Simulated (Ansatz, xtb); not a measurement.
## Two isomers of C3H7BO2

We compare X, `C[C@@H]1COBO1`, a singlet, with Y, `C=CCB(O)O`, a singlet. Both are isolated molecules in the gas phase, relaxed with PBE-D3(BJ)/def2-SVP; the shapes shown needn't be the lowest conformers.

X (Å):

```xyz
13

C    -2.3134   -0.7492    1.9293
C    -0.8636   -0.2964    1.8953
C    -0.4036    0.4950    3.1540
B    -0.0294    1.7416    1.3027
O     0.1729    1.7124    2.6600
O    -0.6444    0.6241    0.8004
H    -2.4747   -1.4754    2.7520
H    -2.5940   -1.2375    0.9758
H    -2.9872    0.1171    2.0898
H    -0.2031   -1.1749    1.7201
H    -1.2598    0.7427    3.8202
H     0.3506   -0.0550    3.7539
H     0.3070    2.6740    0.6119
```

Y (Å):

```xyz
13

C     0.5206   -2.3599   -1.3108
C    -0.3721   -1.7128   -0.5320
C    -0.8204   -2.1501    0.8286
B     0.1509   -1.5794    1.9655
O    -0.3243   -1.4410    3.2421
O     1.4544   -1.2559    1.6899
H     0.9228   -3.3478   -1.0258
H     0.8523   -1.9449   -2.2751
H    -0.7474   -0.7311   -0.8772
H    -0.7801   -3.2593    0.9199
H    -1.8646   -1.8477    1.0461
H     0.3776   -1.1153    3.8364
H     1.6260   -1.3804    0.7324
```

Task: Which of the two would you expect CCSD(T)/def2-SVP + ΔMP2/def2-TZVPP electronic energies to favour?

Result: Structure Y; the calculation gives E(Y) − E(X) = −10.5 kcal/mol.

The same difference at several levels:

```tsv
level	geometry	E(Y) − E(X) (kcal/mol)	departure from the last row (kcal/mol)	job, with rough time for the two
GFN2-xTB	GFN2-xTB	+28.0	+38.5	optimisation, 0.61 s
HF/STO-3G	GFN2-xTB	+47.8	+58.3	single point, 0.78 s
r2SCAN-D4/def2-SVP	GFN2-xTB	−6.4	+4.1	single point, 5.1 s
PBE-D3(BJ)/def2-SVP	PBE-D3(BJ)/def2-SVP	−6.3	+4.2	optimisation, 78 s
HF/def2-SVP	PBE-D3(BJ)/def2-SVP	−7.6	+2.9	part of the CCSD(T) run
MP2/def2-SVP	PBE-D3(BJ)/def2-SVP	−9.4	+1.2	part of the CCSD(T) run
CCSD(T)/def2-SVP	PBE-D3(BJ)/def2-SVP	−8.1	+2.4	single point
CCSD(T)/def2-SVP + ΔMP2/def2-TZVPP	PBE-D3(BJ)/def2-SVP	−10.5		single point, 72 s
```

As drawn, Y has 1 C=C, 1 C–B, 2 O–H in place of 1 C–C, 2 C–O, 1 C–H, 1 B–H. Structure X has a 5-membered ring, Y no ring.

GFN2-xTB, HF/STO-3G put the two in the other order. The largest departure from CCSD(T)/def2-SVP + ΔMP2/def2-TZVPP is that of HF/STO-3G, 58.3 kcal/mol. The last row adds to CCSD(T) the change of the MP2 difference between the two basis sets, here −2.4 kcal/mol.

With thermal terms from frequencies at re-optimised GFN2-xTB minima (ideal gas, soft modes damped towards free rotors, one conformer each, 298.15 K, 1 atm): the zero-point term adds −1.5 kcal/mol; ΔH is −11.1 and ΔG −13.4 kcal/mol.

The correlated steps freeze 6 core orbitals. Mirror images aren't counted in ΔG. Codes used: Ansatz 0.2.0, xtb 6.7.1; the last row on 2 threads of Intel(R) Xeon(R) Processor @ 2.70GHz on a shared host.

Allylboronic acid (Y) lies below the cyclic boronic ester X by 10.5 kcal/mol. Both keep two B–O bonds, with oxygen lone pairs donating into the empty boron p orbital, so the preference must come from the rest of the framework. Y gives up two C–O bonds and a B–H bond but gains two strong O–H bonds and a C–B bond, which evidently more than pays for the C=C π bond replacing σ bonding. Relief of modest ring strain probably helps, as may a weak O–H···π contact, since one hydroxyl hydrogen points towards the alkene.

Hartree–Fock already gives the right order in def2-SVP, so the reversal in STO-3G reflects the inflexible minimal basis, not missing correlation. Geometry is not to blame for the GFN2-xTB reversal either, as r2SCAN-D4 favours Y at the same structures; its parametrised balance of boron and oxygen bonding is the likelier cause. The free energy widens the gap, as expected when a ring gives way to a chain with soft torsions. None of this implies that X rearranges readily to Y.
